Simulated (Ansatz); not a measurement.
## Re: the change of pressure with volume per atom

All results are calculated (Ansatz 0.2.0). Periodic Kohn-Sham DFT of a crystal at fixed atoms; pressure and stress are positive in compression; the energy is the free energy less that of spherical unpolarised free atoms; site moments are those in the method's own spheres, positive along +z.

Cell of the first row (space group Fm-3m, No. 225):
```
cell vectors (Å)
   0.0000     1.9347     1.9347
   1.9347     0.0000     1.9347
   1.9347     1.9347     0.0000
atoms (fractions of the cell vectors)
Re  0.00000  0.00000  0.00000
```

Settings of every row: method all-electron PAW; functional PBEsol; relativity scalar; k mesh 14x14x14; filling fermi-dirac; smearing width 0.05 eV; nucleus gaussian.

Atom start moment: 0 on all atoms.

Limits: no spin-orbit coupling on heavy atoms.

Limits of some rows: cell far from its zero-pressure volume (row 9).

```
row  volume per atom (Å³)  pressure (GPa)
  1                14.483           3.225
  2                14.791          -4.804
  3                15.099         -11.981
  4                15.253               ?
  5                15.407         -18.389
  6                15.562         -21.328
  7                15.716         -24.102
  8                16.024         -29.187
  9                16.332         -33.704
```

Question: what pressure should row 4 give?

Worked fit of pressure. Take u = (V_r/V)^(2/3) − 1 with V_r = 15.485 Å³ an atom, which is twice the finite (Eulerian) strain; such expansions in the strain, on which the Birch-Murnaghan equation of state is built, carry the rest volume and the bulk modulus. The shown rows have u = 0.04561, 0.03104, 0.01697, 0.00337, -0.0033, -0.00982, -0.02255, -0.03488. Least squares give pressure = −19.8885 + 442.597 × u + 1365.4 × u² + 920 × u³ GPa; a parabola predicts inner rows, each left out in turn, worse (root mean square 0.016 against 0.0063 GPa). The rows lie off it by -0.001, 0.003, -0.001, -0.008, 0.006, 0.002, -0.002, 0.000 (root mean square 0.0039 GPa). The pressure vanishes at u = 0.0399, or V = 14.6 Å³ an atom, and there the bulk modulus at fixed shape and fractions is B = −V dP/dV = (2/3)(1 + u) dP/du = 385 GPa. The withheld row has u = 0.01011, so the fit gives −19.8885 + 442.597 × (0.01011) + 1365.4 × (0.01011)² + 920 × (0.01011)³ = -15.273 GPa.

The calculation gave -15.276 GPa. The fit lies 0.003 GPa (0.0081 % of the column's range) above it; its largest miss of a shown row is 0.008 GPa.
